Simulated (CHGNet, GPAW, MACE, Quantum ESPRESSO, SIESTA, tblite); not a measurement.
# Forces in 87.80° twisted graphene monolayer on bilayer: tight binding, learned potentials and atomic-orbital PBE against plane-wave PBE

We calculate the forces on the 78 atoms of one cell of twisted graphene monolayer on bilayer, with every atom moved slightly at random, and compare them with plane-wave PBE forces from Quantum ESPRESSO on the same atoms. The force share is the r.m.s. difference from that reference as a percentage of its r.m.s. force component, 1.59 eV/Å. A group that relaxes large twisted stacks or computes their vibrations needs a cheaper method, and errors in its forces pass into strain and phonon frequencies. The share measures closeness to one PBE calculation at a finite cutoff, not to experiment.

## Method

One cell of 78 atoms: graphene (a = 2.46 Å) under graphene (a = 2.46 Å), monolayer on bilayer, commensurate cell of 13 unit cells a layer, twist 87.80 deg; facing atoms 3.32, 3.37 Å apart; 14 Å of vacuum; minimised with a classical potential Then every atom was moved at random, 0.03 Å r.m.s. a Cartesian component. Every run is a single point on the same atoms, without spin polarisation; electronic-structure runs share their k-points (Γ alone) and a smearing of 0.05 eV. Reference: Quantum ESPRESSO 7.5, PBE, SSSP efficiency 1.3.0 pseudopotentials, plane waves to 612 eV; its r.m.s. force component is 1.59 eV/Å. Other programs: CHGNet 0.3.0, GPAW 26.7.0, MACE MP-0b3 medium, MACE MPA-0 medium, SIESTA 5.4.2 and tblite 0.8.0. In the run that the rows count from, the cell has a spacing of 2.91 eV between highest filled and lowest empty level, and its k-points sample 8 Å along the shortest periodic direction.

Notes on method and selection:

- The reference is one program's result at a finite cutoff, not the truth.
- Tight-binding models were fitted mostly to molecules.
- Each program runs at its own cutoffs and thresholds.
- The open machine-learned potentials were trained mostly on computed crystals (Materials Project trajectories and like sets), at PBE and PBE+U unless another functional is named.
- Runs made unsound on purpose, GPAW plane-wave runs under 500 eV and SIESTA runs with D3 or with its warning on the neutral-atom potential of Cu, Fe, Ni or Zn are left out.
- A level that differs from the reference in program or basis and in functional mixes both effects.
- Runs that did not converge, have known faults or may not be shown are not listed, and runs on Ansatz's PAW sets soft_1 and soft_2 are kept to separate tables.

Columns:

- kind: kind of method.
- force share (%): r.m.s. difference of force components from the reference, over the reference's r.m.s. force component.
- force slope: slope of the run's force components against the reference's.

## Results

| member | kind | force share (%) | force slope | remark |
| --- | --- | --- | --- | --- |
| tblite, GFN2-xTB | tight binding | 6.76 | 0.958 |  |
| CHGNet 0.3.0 | learned potential | 20.91 | 0.833 |  |
| GPAW, PBE, atomic orbitals (dzp) | atom-centred basis | ? | ? |  |
| SIESTA, PBE, atomic orbitals (DZP) | atom-centred basis | 11.22 | 1.094 | grid cutoff 300 Ry |
| MACE-MP-0b3 medium | learned potential | 10.73 | 0.909 |  |
| tblite, GFN1-xTB | tight binding | 6.11 | 0.970 |  |
| MACE-MPA-0 medium | learned potential | 7.94 | 1.027 |  |
| QE, PBE, SSSP efficiency (reference) | plane waves | – | – |  |

Cells marked ? are withheld until the estimate has been made.

## The trend and its physics

GFN1-xTB lies closest to the reference at 6.11 % and CHGNet farthest at 20.91 %, or 0.10 and 0.33 eV/Å. The lead of GFN1-xTB over GFN2-xTB, 0.65 points, is too small to guide a choice on one geometry. On a second geometry with much larger forces the order is partly different and CHGNet lies closer.

The force slope $s$ shows how much of each difference is a common scaling. As the forces on a cell sum to zero, the share $f$ splits into a scaling part and a remainder $r$:

$$f^2 = (1-s)^2 + r^2$$

For CHGNet the scaling part is 100 × (1 − 0.833) = 16.7 % and the remainder √(20.91² − 16.7²) = 12.6 %. For SIESTA they are 100 × (1.094 − 1) = 9.4 % and √(11.22² − 9.4²) = 6.1 %, and for GFN1-xTB 100 × (1 − 0.970) = 3.0 % and √(6.11² − 3.0²) = 5.3 %. More than half of SIESTA's squared difference is therefore a uniform overestimate of the forces.

The random displacements mainly stretch and compress the stiff C–C bonds within the layers, so a slope below one means bonds that are too soft. CHGNet and MACE-MP-0b3 are soft in this sense, a known tendency of potentials trained largely on crystals near equilibrium. It is not a rule: MACE-MPA-0 has a slope of 1.027. SIESTA errs the other way; a small set of short-ranged orbitals, which describes the density less flexibly as bonds change length, is a possible cause. The tight-binding models do well probably because carbon bonds of this type are common in the molecules they were fitted to.

Forces between the layers are much weaker and hardly enter the share, so a low value does not qualify a method for stacking energies or layer spacing. The 2.91 eV level spacing is likewise no band gap: Γ alone misses the Dirac points in this cell. The learned potentials have no k-points, so part of their difference may come from the reference's sampling.

## Blind estimate

Plain estimates from the members shown:

- GPAW, PBE, atomic orbitals (dzp), mean of the 6 members shown: 10.61 %, standard deviation 5.0

GPAW with dzp orbitals shares the functional and the k-point with the reference. It differs in its basis and in its treatment of the cores, so its error should be mainly one of basis. SIESTA is the only shown member of the same kind, but its orbitals and pseudopotentials are not GPAW's, and one run gives no scatter.

The mean of all six members, 10.61 %, is pulled up by CHGNet, whose strong softening probably comes from its training and has no counterpart in a self-consistent PBE calculation. We therefore use the mean of the other five:

(6.76 + 11.22 + 10.73 + 6.11 + 7.94) / 5 = 8.55 %

Their sample standard deviation is 2.3 points, and CHGNet lies more than 12 points above their mean.

Tried on SIESTA, the same route gives (6.76 + 10.73 + 6.11 + 7.94) / 4 = 7.89 %, against 11.22 % in the table, a miss of 3.3 points. We take this miss as the error bar, since it comes from the member most like the withheld one and is wider than the scatter of the five.

Longer-ranged orbitals would bring GPAW closer to plane waves than SIESTA, while a basis error like SIESTA's would put it near 11 %. The columns give no size for the effect of orbital range, so we apply no further shift.

**Committed estimate, GPAW, PBE, atomic orbitals (dzp): force share = 8.6 ± 3.3 %.**

## The withheld result

| member | kind | force share (%) | force slope | remark |
| --- | --- | --- | --- | --- |
| GPAW, PBE, atomic orbitals (dzp) | atom-centred basis | 6.45 | 1.053 | grid spacing 0.2 Å |

| member | estimate | force share (%) | computed | estimate − computed | miss in error bars |
| --- | --- | --- | --- | --- | --- |
| GPAW, PBE, atomic orbitals (dzp) | committed | 8.60 | 6.45 | +2.15 | 0.7 |
| GPAW, PBE, atomic orbitals (dzp) | mean | 10.61 | 6.45 | +4.16 |  |

The computed share is 6.45 %. Our estimate of 8.6 % was 2.15 points too high, 0.7 of its error bar, and came closer than the mean of all six members, which missed by 4.16 points.

Leaving out CHGNet accounts for the whole gain over the plain mean. As the estimate averages the errors of unlike methods, its success within the error bar confirms no mechanism. SIESTA's share proved too high a guide to the size of GPAW's error, although the sign is the same: both atomic-orbital runs overestimate the forces, with slopes of 1.053 and 1.094.

With the scaling part, 100 × (1.053 − 1) = 5.3 %, taken out, GPAW keeps a remainder of √(6.45² − 5.3²) = 3.7 %, the smallest in the table; SIESTA keeps 6.1 %. Smaller orbital bases in both programs lie farther from the reference, which supports an incomplete basis as a main source of the error. The gap between the two programs cannot be put down to the range of the orbitals, as we had suggested, because their shapes and the treatment of the cores differ as well.

## Departures from the trend

CHGNet is the only member that stands far apart. The mean of the other six is (6.76 + 11.22 + 10.73 + 6.11 + 7.94 + 6.45) / 6 = 8.20 %, with a sample standard deviation of 2.2 points, and CHGNet's share lies 20.91 − 8.20 = 12.71 points above it. Its slope of 0.833 means forces about 17 % too small, the sign expected of a potential trained mostly on crystals near equilibrium and then applied to stretched and compressed bonds.

Softening is not the whole error. The remainder of 12.6 % is also the largest in the table, ahead of 7.5 % for MACE-MPA-0, so rescaling the forces would still leave CHGNet last. Training on Materials Project data does not by itself lead to so large a miss, since MACE-MP-0b3 has a share of 10.73 %; the form of the model and the details of its training probably matter too. The reference's sampling at Γ alone is unlikely to be the main cause, because MACE-MPA-0, which has no k-points either, comes within 7.94 % of the same forces.

## Closing remarks

On this geometry GFN1-xTB, GPAW with dzp orbitals and GFN2-xTB lie within 0.65 points of one another, at about 0.10 eV/Å from plane-wave PBE. We would not rank them on that. The mean of the members predicts a new one only to about 5 points, because a case like CHGNet cannot be ruled out beforehand.

If the force slope carries over to the stiffness of the C–C bonds, stretching frequencies scale as its square root. CHGNet would then give them about 9 % too low (√0.833 = 0.913) and GPAW with dzp about 3 % too high (√1.053 = 1.026), relative to the reference.

Dispersion, which the PBE runs leave out, should hardly change the forces within the layers, but it matters between them: PBE without it hardly binds graphene layers. Layer spacings and sliding energies therefore need a reference that includes it.
